One gigapascal acting through one cubic ångström does about 6 meV of work. A crystal that takes some tens of gigapascals per unit of relative volume change can therefore be squeezed or stretched by several percent for a few hundredths of an electronvolt per atom. The problem below applies this scale to zinc-blende CdS, in which each atom has four neighbours of the other kind.

The table follows one crystal through ten volumes. $V$ is the volume per atom, $P$ the pressure (positive when the crystal is squeezed) and $E$ the energy over the elements. The cell keeps its shape, so the shortest distance, the Cd–S bond, follows from the volume.

Zinc-blende CdS at fixed geometries, computed with Ansatz 0.2.0: r2SCAN without dispersion correction, scalar-relativistic, no spin polarization, PAW, plane-wave cutoff 500 eV, 8×8×8 k mesh, Gaussian smearing 0.02 eV. Energies, at zero smearing, are relative to the elements' standard crystals or gases in the same functional; pressure is positive in compression.

| volume (Å³/atom) | shortest distance (Å) | energy over elements (eV/atom) | pressure (GPa) |
| --- | --- | --- | --- |
| 22.346 | 2.439 | -0.720 | 10.250 |
| 23.108 | 2.467 | -0.761 | 7.010 |
| 23.870 | 2.494 | -0.788 | 4.270 |
| 24.632 | 2.520 | -0.802 | 1.950 |
| 24.808 | 2.526 | -0.804 | 1.460 |
| 25.393 | 2.545 | -0.807 | -0.020 |
| 26.019 | 2.566 | -0.804 | -1.410 |
| 26.155 | 2.571 | -0.802 | -1.690 |
| 26.917 | 2.595 | -0.791 | -3.110 |
| 27.933 | 2.628 | -0.766 | -4.670 |

**(a) At what volume would the crystal rest, and which column tells it best?**

*Solution.* A crystal free to choose its volume settles where the energy is lowest, and there the pressure vanishes. Both columns point to the row at 25.393 Å³/atom. A straight line through the pressures of this row and the one before it crosses zero at 25.385 Å³/atom, just short of it. With eight atoms in the cubic cell, the edge is $(8\times25.39)^{1/3}=5.88$ Å.

The pressure is much the sharper guide, because an energy curve is flat at its bottom while the pressure passes through zero with a finite slope. The rows at 24.808 and 26.019 Å³/atom have the same printed energy, yet one is under pressure and the other under tension. Half a unit in the last printed digit of the energy can hide a shift of about 0.3 Å³/atom. The pressures are rounded to the second decimal (the third is always a zero), and for them the corresponding shift is about a hundred times smaller.

**(b) Do the energies and pressures tell the same story, and what would another choice of elemental reference change?**

*Solution.* Pressure is minus the slope of energy against volume, $P=-\mathrm{d}E/\mathrm{d}V$. Adding up $-P\,\Delta V$ from row to row, with the mean pressure of each step, must therefore return the energy differences closely. From the lowest-energy row to the smallest cell this sum gives 87 meV/atom, the same as the energy column. On the way to the largest cell it gives 40 meV/atom against 41. The unrounded energies give 86.6 and 40.6, so the sum is slightly high on compression and slightly low on expansion, as expected when a curved pressure line is replaced by straight steps.

The row at 26.019 Å³/atom deserves a separate look, since its record does not name the set of atomic potentials that the other rows name. A different set could shift its energy and produce a step in the curve. The unrounded energies rise by 1.33 meV/atom from this row to the next, and the pressures account for 1.32, so the row can be read with the others.

The elemental reference is the same constant in every row. Another choice would move the whole energy column up or down and leave the pressures, the resting volume and the cost of deformation as they are.

**(c) Which costs more, compression by 12 % or expansion by 10 %, and how much of the difference would a simple spring explain?**

*Solution.* Compression costs 87 meV/atom and expansion 41, a ratio of about two. The simplest model is a spring whose force grows in proportion to its displacement. How strongly a solid resists a change of volume is measured by its bulk modulus, $B=-V\,\mathrm{d}P/\mathrm{d}V$. The two rows on either side of the lowest-energy row, whose volume is called $V_0$, give

$$B=25.393\times\frac{1.46+1.41}{26.019-24.808}\approx 60\ \text{GPa}.$$

The spring keeps the slope of pressure against volume at its resting value, $-B/V_0$. A displacement $\Delta V=V-V_0$ then gives the pressure $-B\,\Delta V/V_0$, and the work is $B(\Delta V)^2/(2V_0)$. For the smallest cell $\Delta V=22.346-25.393=-3.047$ Å³/atom. One eV/Å³ equals 160.2 GPa, so

$$\Delta E\approx\frac{60.2\times3.047^2}{2\times25.393\times160.2}\ \text{eV}\approx 69\ \text{meV per atom}.$$

The same formula gives 48 meV/atom for the largest cell. Neither end row entered the stiffness, so both are fair trials of the spring. It is about a fifth too cheap on compression and about a sixth too dear on expansion.

The spring does explain part of the asymmetry, because 12 % is simply a larger displacement than 10 %. That alone would make the ratio $(12/10)^2\approx1.4$. The share depends on what is taken as the displacement. The bond shortens by 4.2 % but lengthens by only 3.2 %, so bonds that were perfect springs would give $(4.2/3.2)^2\approx1.7$. Neither version reaches the factor of two: the bonds themselves stiffen as they shorten.

**(d) Why does the crystal become harder when squeezed?**

*Solution.* The table shows the hardening directly. Between the two smallest cells the bulk modulus is about 97 GPa, between the two largest only 42, and it falls at every step between them. A volume change of 12 % shortens the bond by only 4 %, so a small change in distance is enough to alter the stiffness greatly. Bonds that were perfect springs would be expected to raise the bulk modulus on compression too, through geometry alone, but by far less.

The usual explanation rests on two forces of different reach. The attraction in CdS, partly covalent and partly between opposite charges, changes gently with distance. The repulsion between filled electron shells that begin to overlap rises almost exponentially as atoms approach. At the resting volume the two balance. On compression the repulsion takes over and steepens the pressure curve; on expansion it fades and leaves a softer crystal. The outputs do not split the energy into attraction and repulsion, so this division is an argument from theory.

The same picture orders the neighbouring compounds. ZnS, with its smaller cation and shorter bonds, is known to be stiffer than CdS, while CdSe, with a larger anion, is softer. In each of them compression should again cost more than an equal expansion.

**(e) The band gap also changes with pressure. Can one coefficient in meV per GPa describe it over the whole range?**

*Solution.* No. The same calculations give a gap that widens from 1.32 eV in the largest cell to 1.82 eV in the smallest. Between the two largest cells it grows by 57 meV for each added gigapascal, but between the two smallest by only 21. Electrons seem to respond less and less to pressure.

Most of this is the mechanical hardening of part (d) in another guise. Pressure acts on the gap by changing the volume, so the coefficient per gigapascal is the gap's response to a relative volume change divided by the bulk modulus. For the two smallest cells this is $2.07\ \text{eV}/97\ \text{GPa}\approx21$ meV/GPa. The response to volume itself varies by only 16 % between the two ends of the range, whereas the bulk modulus varies by a factor of 2.3. Someone who uses the gap as a gauge of strain should therefore calibrate it against volume first and convert to pressure afterwards.

The widening has a standard orbital explanation. The lowest empty state is an antibonding mixture of s orbitals on Cd and S, and the highest filled state is mainly sulfur p. The densities of states projected on orbitals, recorded at 25.393 and 26.019 Å³/atom, support these characters. Such projections give the weight of each orbital but not whether the mixture is bonding or antibonding; that part rests on theory. Shorter bonds push the antibonding state up faster than the filled one. The filled state is expected to be lifted as well, by repulsion from the Cd 4d levels below it, which keeps the net response small.

**(f) Which digits can be carried over to real CdS?**

*Solution.* Differences between rows deserve more trust than absolute values. With a bulk modulus of 60 GPa, an error of 1 % in the resting volume shifts the pressure at a given volume by about 0.6 GPa. The actual error is probably larger. The database cell at 24.808 Å³/atom has an edge of 5.83 Å, close to the recalled measured one; it lies 2 % below the computed resting volume, and the calculation puts it under 1.46 GPa. The second decimal of the pressure is thus useful for comparing rows, but it is no forecast of what a gauge would read. Whether a finer k mesh or a higher cutoff would alter the last digits cannot be judged from a single setting.

The gap is the weakest absolute number. Near the resting volume it is 1.5 eV, while the measured value is roughly 2.5 eV, a recalled figure. Functionals of this kind are known to give gaps that are too small. Spin–orbit coupling and temperature are missing too, but both would normally narrow the gap further, so they do not explain the shortfall.

The structure sets a different limit. At ordinary pressure real CdS often takes the wurtzite form, which also has four neighbours around each atom and nearly the same energy as zinc-blende. The most compressed rows are further from the real material. Real CdS changes to the rocksalt structure at roughly 3 GPa, again a recalled figure, and the computed pressures of the three smallest cells lie above that value. They describe zinc-blende held in its structure by the calculation. They are sound points for the curve of this phase, but a press working at 7 GPa would be dealing with another crystal, with six neighbours around each atom and a different volume and gap.
